\textbf{Student.} A MOS capacitor with an HCl-grown oxide has its sodium driven to the silicon side. Then the gate is switched negative, the temperature is ramped, and the current rises, peaks and dies. I am told that the peak temperature gives the trap depth. But the depth belongs to the oxide, and the peak moves when I change the heater setting. How can both be true?

\textbf{Lecturer.} The peak is where two rates match, one set by the trap and one by the heater. Let me state the premises, and you may attack them afterwards. The coordinate $x$ runs from the gate, $x=0$, to the silicon, $x=d$. The elementary charge is $q$, the letter $e$ is Euler's number, and $k=8.617333\times10^{-5}$ eV/K. In oxides grown with HCl, chlorine typically gathers near the silicon interface, and Na$^+$ that arrives there is typically captured and to a large part neutralised. I model this as follows.

(P1) At $t=0$, $T=T_0$, there are $N$ ions per unit area in sites at $x_t$ close to $d$; $n(t)$ is the number still trapped.

(P2) All sites have one emission energy $W$, and the escape probability per unit time is $r(T)=\nu\exp(-W/kT)$ with constant $\nu$.

(P3) Ions leave independently and are not recaptured.

(P4) A freed ion drifts to the gate in a time short against every time scale of the ramp.

(P5) The gate voltage is constant, the temperature is uniform and known, and electronic leakage and the baseline of an ion-free ramp have been subtracted.

From (P2) and (P3), each trapped ion has the same chance $r\,dt$ of leaving in $dt$, so
\begin{equation}
\frac{dn}{dt}=-r\,n,\qquad n(t)=N\exp\Big[-\int_0^t r(T(t'))\,dt'\Big]. \tag{1}
\end{equation}
The second form follows by dividing by $n$ and integrating.

\textbf{Student.} That counts ions. My ammeter sits in the substrate lead, and no sodium passes through it. If the trapped sodium is neutral, I am not even sure that it counts at all.

\textbf{Lecturer.} Then we do the electrostatics. Let $\rho(x)$ be the oxide charge density, $Q_s$ the silicon charge per area, $\varepsilon$ the oxide permittivity and $C_{ox}=\varepsilon/d$. The structure is neutral overall, so Gauss's law gives $\varepsilon\mathcal{E}(x)=-Q_s-\int_x^d\rho\,dx'$ for the field along $+x$. Integrate over $x$ and exchange the order of integration in the double integral. The gate voltage is then
\begin{equation}
V_G=\phi_{ms}+\psi_s-\frac{Q_s+Q_{\rm eff}}{C_{ox}},\qquad Q_{\rm eff}=\int_0^d\frac{x}{d}\,\rho\,dx, \tag{2}
\end{equation}
with work-function difference $\phi_{ms}$ and surface potential $\psi_s$. Hold $V_G$ fixed, and use the silicon capacitance $C_s=-dQ_s/d\psi_s$. Differentiating (2) gives $d\psi_s(1+C_s/C_{ox})=dQ_{\rm eff}/C_{ox}$, hence
\begin{equation}
dQ_s=-\frac{C_s}{C_s+C_{ox}}\,dQ_{\rm eff}. \tag{3}
\end{equation}
Count $J$ positive when positive charge flows from the lead into the silicon. An ion trapped as Na$^+$ contributes $q x_t/d$ to $Q_{\rm eff}$, and by (P4) nothing a moment after release, since it then sits at $x\approx0$. So $dQ_{\rm eff}=q(x_t/d)\,dn$ and $J=dQ_s/dt$. For a neutralised site I assume that the compensating electron came from the silicon and returns there on release. Then $Q_{\rm eff}$ is zero before and after, $Q_s$ ends where it began, and the returned electron must leave through the lead: exactly $q$ per ion. Both cases read
\begin{equation}
J=-\eta q\frac{dn}{dt}=\eta q\,r\,n,\qquad \eta_{\rm neutral}=1,\qquad \eta_{\rm charged}=\frac{x_t}{d}\,\frac{C_s}{C_s+C_{ox}}. \tag{4}
\end{equation}

\textbf{Student.} $C_s$ depends on bias and temperature, so $\eta$ is no constant.

\textbf{Lecturer.} For charged sites, yes, so choose the substrate well. A negative gate accumulates p-type silicon. With Boltzmann statistics and holes dominant, one integration of Poisson's equation gives $Q_s^2/2\varepsilon_s=kT\,p_s$, where $\varepsilon_s$ is the silicon permittivity and the surface hole density obeys $p_s\propto\exp(-q\psi_s/kT)$. Thus $Q_s\propto\exp(-q\psi_s/2kT)$ and $C_s=qQ_s/2kT$. With $Q_s\approx\varepsilon\mathcal{E}$, where $\mathcal{E}$ now denotes the magnitude of the oxide field, $C_{ox}/C_s=2kT/(q\mathcal{E}d)$, which is small at several volts. From here on I set $\eta=1$; a constant $\eta$ would multiply every current and change no position or width.

\textbf{Student.} Fine. Now the peak.

\textbf{Lecturer.} Take the logarithm of (4) and differentiate in time. By (1), $d\ln n/dt=-r$, and by (P2), $d\ln r/dt=(W/kT^2)\,dT/dt$. So for any heating programme
\begin{equation}
\frac{d\ln J}{dt}=\frac{W}{kT^2}\frac{dT}{dt}-\nu e^{-W/kT}. \tag{5}
\end{equation}
The first term is the rate at which heating speeds up emission, the second the rate at which emission drains the traps. For linear heating, $T=T_0+bt$, setting (5) to zero gives
\begin{equation}
\frac{bW}{kT_m^2}=\nu\exp\Big(-\frac{W}{kT_m}\Big). \tag{6}
\end{equation}
This is the condition that Redhead used in 1962 for first-order thermal desorption.

\textbf{Student.} A zero derivative could be a minimum, or there could be several roots.

\textbf{Lecturer.} In (5) with constant $b$ the first term falls strictly with $T$ and the subtracted term rises strictly, so the right side falls strictly. It tends to $-\nu$ at high $T$. If it is positive at $T_0$, it crosses zero once, from plus to minus, which is a single maximum. If it is negative at $T_0$ the traps are already draining too fast and the current only decays. Notice that neither $N$ nor $T_0$ enters (6). Now write $y=W/kT$. Equation (6) becomes $y_m^2e^{y_m}=\nu W/kb$. The square root of this, divided by two, has the form $ze^z$ with $z=y_m/2$, so
\begin{equation}
y_m=2\,\mathcal{W}_0\Big(\tfrac12\sqrt{\nu W/kb}\Big), \tag{7}
\end{equation}
with $\mathcal{W}_0$ the principal Lambert function, the inverse of $ze^z$.

\textbf{Student.} One equation, two unknowns. I know neither $W$ nor $\nu$.

\textbf{Lecturer.} That is why the dependence on the heater helps you. Multiply (6) by $k/W$ and take logarithms:
\begin{equation}
\ln\frac{b}{T_m^2}=\ln\frac{\nu k}{W}-\frac{W}{k}\,\frac{1}{T_m}. \tag{8}
\end{equation}
Both sides are understood in K$^{-1}$s$^{-1}$ inside the logarithms. Repeat the scan at several $b$ from the same initial state. The points lie on a straight line of slope $-W/k$ and intercept $\ln(\nu k/W)$, the plot named after Kissinger. No approximation was made between (1) and (8). Do not drop the $T_m^2$: since $d\ln T_m^2/d(1/T_m)=-2T_m$, the slope of $\ln b$ alone is $-(W+2kT_m)/k$.

\textbf{Student.} And the height? That needs the integral in (1), which I cannot do.

\textbf{Lecturer.} It is an exponential integral. Put $T'=W/ky'$, so $dT'=-(W/k)\,dy'/y'^2$. With $E_2(y)=\int_1^\infty e^{-yv}v^{-2}dv$ and $y'=yv$,
\begin{equation}
\int_0^Te^{-W/kT'}dT'=\frac{W}{k}\int_y^\infty\frac{e^{-y'}}{y'^2}\,dy'=T\,E_2(y). \tag{9}
\end{equation}
The exponent in (1) is $(\nu/b)[TE_2(y)-T_0E_2(y_0)]$, and the second term is negligible when almost nothing would have been emitted on a ramp from zero up to $T_0$. At the peak (6) gives $\nu/b=y_me^{y_m}/T_m$ and $r=by_m/T_m$. Repeated integration by parts gives the asymptotic series $ye^yE_2(y)\sim1-2/y+6/y^2-\dots$ Therefore
\begin{equation}
J_m^{\rm lin}=qN\,\frac{bW}{kT_m^2}\exp\big[-y_me^{y_m}E_2(y_m)\big]\approx\frac{qN}{e}\,\frac{bW}{kT_m^2}\,e^{2/y_m}. \tag{10}
\end{equation}

\textbf{Student.} So the height depends on $\nu$ through $y_m$. Is that physics, or an accident of the ramp?

\textbf{Lecturer.} An accident of the ramp. The rate is exponential in $1/T$, so make $1/T$ the quantity that is linear in time:
\begin{equation}
\frac1T=\frac1{T_0}-at,\qquad \frac{dT}{dt}=aT^2. \tag{11}
\end{equation}
The second relation follows from $d(1/T)/dt=-T^{-2}dT/dt=-a$. Insert (11) into (P2):
\begin{equation}
r(t)=r_0e^{\gamma t},\qquad r_0=\nu e^{-W/kT_0},\qquad \gamma=\frac{aW}{k}. \tag{12}
\end{equation}
The integral is now elementary, $\int_0^tr\,dt'=(r-r_0)/\gamma$. Define $\xi=r/\gamma$ and $\xi_0=r_0/\gamma$. Then (1) and (4) give
\begin{equation}
n=Ne^{\xi_0-\xi},\qquad J=qN\gamma\,e^{\xi_0}\,\xi e^{-\xi}. \tag{13}
\end{equation}
The variable $\xi$ rises monotonically in time, and $d(\xi e^{-\xi})/d\xi=(1-\xi)e^{-\xi}$ changes sign from plus to minus at $\xi=1$. For $\xi_0<1$ the maximum is thus at $r=\gamma$:
\begin{equation}
\frac{aW}{k}=\nu e^{-W/kT_m},\qquad J_m=\frac{qNaW}{ke}\,e^{\xi_0}\;\to\;\frac{qNaW}{ke}\quad(\xi_0\ll1). \tag{14}
\end{equation}
The position agrees with (5), as it must: put $dT/dt=aT^2$ there and $T^2$ cancels. It is (6) with $b/T_m^2$ replaced by $a$, and $\ln a$ against $1/T_m$ has slope $-W/k$. The height contains no $\nu$. The area is $Q=\int J\,dt=qN$, so a single scan yields
\begin{equation}
W=\frac{e\,k\,J_m}{a\,Q}. \tag{15}
\end{equation}

\textbf{Student.} Programme (11) sends $T$ to infinity at $t=1/aT_0$. That cannot be run.

\textbf{Lecturer.} It need not be. By (13) the trapped fraction falls as $e^{-\xi}$ while $\xi$ gains a factor $e$ in each interval $1/\gamma$, so a few such intervals after the peak the traps are empty. The divergence comes at $y_m/\gamma$ after the peak, because $1/T$ must fall from $1/T_m$ to zero, which takes $1/aT_m=y_m/\gamma$. For $y_m\gg1$ you have long stopped.

\textbf{Student.} And the width?

\textbf{Lecturer.} Dividing $r$ by its value at the peak gives $\xi=\exp[(W/k)(1/T_m-1/T)]$. So $u=\ln\xi$ is the distance from the peak in $1/T$, in units of $k/W$, and
\begin{equation}
\frac{J}{J_m}=\xi e^{1-\xi}=\exp\big(1+u-e^u\big). \tag{16}
\end{equation}
Half height means $\xi e^{1-\xi}=\tfrac12$, that is $(-\xi)e^{-\xi}=-1/2e$. The two real branches of the Lambert function give $\xi_-=0.2320$ and $\xi_+=2.6783$. The logarithm of the half-height condition is $u=\xi-1-\ln2$, so $u_-=-1.4612$, $u_+=0.9852$, and
\begin{equation}
\Delta\Big(\frac1T\Big)_{\rm FWHM}=(u_+-u_-)\frac{k}{W}=(\xi_+-\xi_-)\frac{k}{W}=2.4464\,\frac{k}{W}\approx2.45\,\frac{k}{W}. \tag{17}
\end{equation}
The factor $e^{\xi_0}$ cancels in (16), so (17) is exact once $\xi_0<\xi_-$, which only says that the scan starts below the lower half point. In time the width is $2.4464/\gamma$. The peak is skew: the cold side is the longer, and far out on it $J\propto e^u\propto e^{-W/kT}$ because the traps are still full, while on the hot side it collapses as $\exp(-e^u)$.

\textbf{Student.} So I have three routes to $W$: shift, height over area, and width. In an amorphous oxide I do not believe (P2). Which route fails first?

\textbf{Lecturer.} Width and height. That brings us to the range of validity, and a spread of energies is the main limit. For $\xi_0\ll1$, $J\,dt=qN\,e^{u-e^u}du$, because $du=\gamma\,dt$. With $\xi=e^u$ the moments of $u$ are $\int_0^\infty(\ln\xi)^je^{-\xi}d\xi$, the derivatives of the gamma function at 1. The mean is $-C$, with Euler's constant $C=0.5772$, and the variance is $\pi^2/6$. For one energy the emission is centred at $\langle1/T\rangle=(k/W)[y_m(W)+C]$, with $y_m=\ln(\nu k/aW)$ from (14). Its derivative with respect to $W$ is $-(k/W^2)(y_m+1+C)$. Let the energies scatter with rms $\sigma\ll W$ about $W$ at common $\nu$. The total variance is the mean of the variances plus the variance of the means, so to lowest order in $\sigma/W$
\begin{equation}
{\rm Var}\Big(\frac1T\Big)=\Big(\frac{k}{W}\Big)^2\Big[\frac{\pi^2}{6}+\Big(\frac{\sigma}{W}\Big)^2(y_m+1+C)^2\Big]. \tag{18}
\end{equation}
Since $y_m/W=1/kT_m$, the second term is about $(\sigma/kT_m)^2$. A single energy therefore means $\sigma\ll kT_m$, a much harder demand than $\sigma\ll W$. With a spread the peak is wider and lower at equal area, and (15) and (17) return too small a $W$. The shift is more robust: changing $a$ moves each component by $-(k/W)\,\delta\ln a$ in $1/T$, nearly the same for all, so the slope still gives about the central energy. Agreement of the three routes tests (P2).

\textbf{Student.} Next, constant $\nu$. Transition-state theory has a factor $T$ in it.

\textbf{Lecturer.} Take $\nu=\nu_0T^s$. Then $d\ln r/dT=(W+skT)/kT^2$, and (6) becomes $b(W+skT_m)/kT_m^2=\nu_0T_m^s e^{-W/kT_m}$. Now $\ln(b/T_m^2)={\rm const}+s\ln T_m-\ln(W+skT_m)-W/kT_m$. Use $dT/d(1/T)=-T^2$, and define the apparent energy as $-k$ times the slope:
\begin{equation}
W_{\rm app}=W+skT_m\Big[1-\frac{kT_m}{W+skT_m}\Big]. \tag{19}
\end{equation}
The shift is about $skT_m$, and the line in (8) bends only slightly.

\textbf{Student.} And (P3)? A freed ion starts a few angstrom from a layer full of empty chlorine-related sites.

\textbf{Lecturer.} A fair attack. Let $m$ freed ions per area linger near the interface, escape at rate $\kappa_e$ and be captured at rate $\kappa_c(N_t-n)$ by the empty ones of $N_t$ sites. They are short-lived, so $rn=[\kappa_e+\kappa_c(N_t-n)]m$. The net loss is $\kappa_em=p\,rn$ with
\begin{equation}
p=\frac{\kappa_e}{\kappa_e+\kappa_c(N_t-n)}. \tag{20}
\end{equation}
If $N\ll N_t$, then $p$ does not depend on $n$ and the kinetics stay first order with rate $pr$. If $\kappa_e$ and $\kappa_c$ are activated with energies $E_e$ and $E_c$, then $d\ln p/d(-1/kT)=(1-p)(E_e-E_c)$, which adds to $W$. If the sites start nearly full, $p$ falls during the scan, the hot side grows a tail and $T_m$ depends on $N$. The test is to vary the sodium load: by (6) the peak must stay put.

\textbf{Student.} The field that prevents recapture also tilts the barrier.

\textbf{Lecturer.} It does, and $W$ in every formula is the emission energy at the applied field. For a short-range well with the barrier top a distance $\ell$ away the lowering is $q\mathcal{E}\ell$. If the ion leaves a charge $-q$ behind for the duration of the escape, the energy $-q^2/4\pi\varepsilon z-q\mathcal{E}z$ at distance $z$ has its maximum at $z_0=(q/4\pi\varepsilon\mathcal{E})^{1/2}$ and the lowering is $2q\mathcal{E}z_0$. Only scans at several fields lead back to zero field. As for (P4), an ion in uniform drift across the film delivers its charge evenly over the transit time $\tau=d/\mu\mathcal{E}$, with mobility $\mu$. The current is the emission averaged over the preceding $\tau$, delayed by $\tau/2$, a relative change of order $\gamma\tau$.

\textbf{Student.} Put numbers on all of it.

\textbf{Lecturer.} Take neutralised sites on p-type silicon. The assumed inputs are $W=1.20$ eV at the applied field, $\nu=10^{12}$ s$^{-1}$, $N=1.0\times10^{-2}$ nm$^{-2}$ ($10^{12}$ cm$^{-2}$), $d=100$ nm, $\mathcal{E}=0.10$ V/nm, so 10 V across the film, $T_0=300$ K and $a=2.5\times10^{-6}$ K$^{-1}$s$^{-1}$. I chose $W$ and $\nu$ so that the peak falls in the window of roughly 350 to 550 K in which sodium release in oxide capacitors typically peaks, so the position that comes out confirms nothing about the oxide.

Then $W/k=13925$ K, $\gamma=0.03481$ s$^{-1}$ and $1/\gamma=28.7$ s. From (14), $y_m=\ln(\nu/\gamma)=30.99$, $T_m=449.4$ K and $kT_m=0.0387$ eV. The start has $\xi_0=2.0\times10^{-7}$, so $e^{\xi_0}=1$ for any purpose. The peak comes 443 s after the start, the divergence of the programme only at 1333 s. The height is $N\gamma/e=1.28\times10^{-4}$ ions nm$^{-2}$s$^{-1}$; with $qN=160.2$ nC/cm$^2$ this is $J_m=2.05$ nA/cm$^2$. The width is $1.757\times10^{-4}$ K$^{-1}$, or 70.3 s. The half points $T=(W/k)/(y_m-u_\pm)$ are 429.1 K and 464.1 K, which are 35.0 K apart.

A linear ramp with $b=aT_m^2=0.505$ K/s peaks at the same $T_m$. There $y_me^{y_m}E_2(y_m)=0.9410$, the trapped fraction at the peak is 0.390 in place of $1/e=0.368$, and (10) gives 2.18 nA/cm$^2$. For the slope take $b=0.1$ and $1.0$ K/s. Equation (7) gives $y_m=32.51$ and $30.35$, so $T_m=428.3$ K and $458.9$ K. A decade in rate moves the peak by 30.6 K. Equation (8) returns the input 1.20 eV by construction, whereas $\ln b$ alone would give 1.28 eV.

\textbf{Student.} Thirty kelvin is a short lever. What does my thermometer cost me?

\textbf{Lecturer.} If the fast scan reads 1 K high, as when the film lags behind the heater stage, the two-point slope gives 1.16 eV. Now the other neglected terms. For $s=1$, (19) adds 0.038 eV. For the transit use a typical sodium mobility in SiO$_2$, $\mu\approx10^{14}$ nm$^2$V$^{-1}$s$^{-1}\exp(-0.66\ {\rm eV}/kT)$. At the lower half point this is $1.8\times10^6$ nm$^2$V$^{-1}$s$^{-1}$, so $\tau=5.6\times10^{-4}$ s and $\gamma\tau=2.0\times10^{-5}$; (P4) is safe by a wide margin. For charged sites $C_{ox}/C_s=0.0077$ at $T_m$. With the typical $\varepsilon=3.9\,\varepsilon_0$, the field holds $\varepsilon\mathcal{E}/q=2.16\times10^{-2}$ nm$^{-2}$ holes, a full charged sheet removes $N$ of them, and the ratio rises to 0.014 at most. An assumed $d-x_t=1$ nm costs a further factor 0.99. These are small.

Three terms are not small. A recapture factor $p=\tfrac12$, constant through the scan, halves the effective $\nu$ and raises $T_m$ by 10.3 K, against a width of 35.0 K. The field lowering is 0.025 eV for an assumed $\ell=0.25$ nm, a factor 1.9 in rate at $T_m$, and it is 0.38 eV, with $z_0=1.9$ nm, for the Coulomb well. And in (18) the two terms are equal already at $\sigma=0.047$ eV; assumed spreads of 0.05 and 0.08 eV widen the rms by factors 1.5 and 2.0.

\textbf{Student.} Then how much of this describes a real chlorinated oxide?

\textbf{Lecturer.} The numbers are the model's, not the oxide's. Conditions (6), (8), (14) and (17) hold for first-order release from one energy with $\sigma\ll kT_m$, constant $\nu$, recapture absent or independent of filling, $\gamma\tau\ll1$, a fixed field and a start on the cold side. As typical knowledge, not as a measurement, sodium peaks from amorphous SiO$_2$ interfaces are broader than the single-energy shape, roughly by a factor of 1.5 to 2 or more, and a chlorinated interface can show separate release from charged and neutralised sites. The model's 35.0 K is thus too narrow and its 2.05 nA/cm$^2$ too high by about such a factor for the same sodium load. Take $N$ from the area and the central energy from the shift, and read the excess of the width over $2.45\,k/W$ as the sign of a spread in energy or of recapture.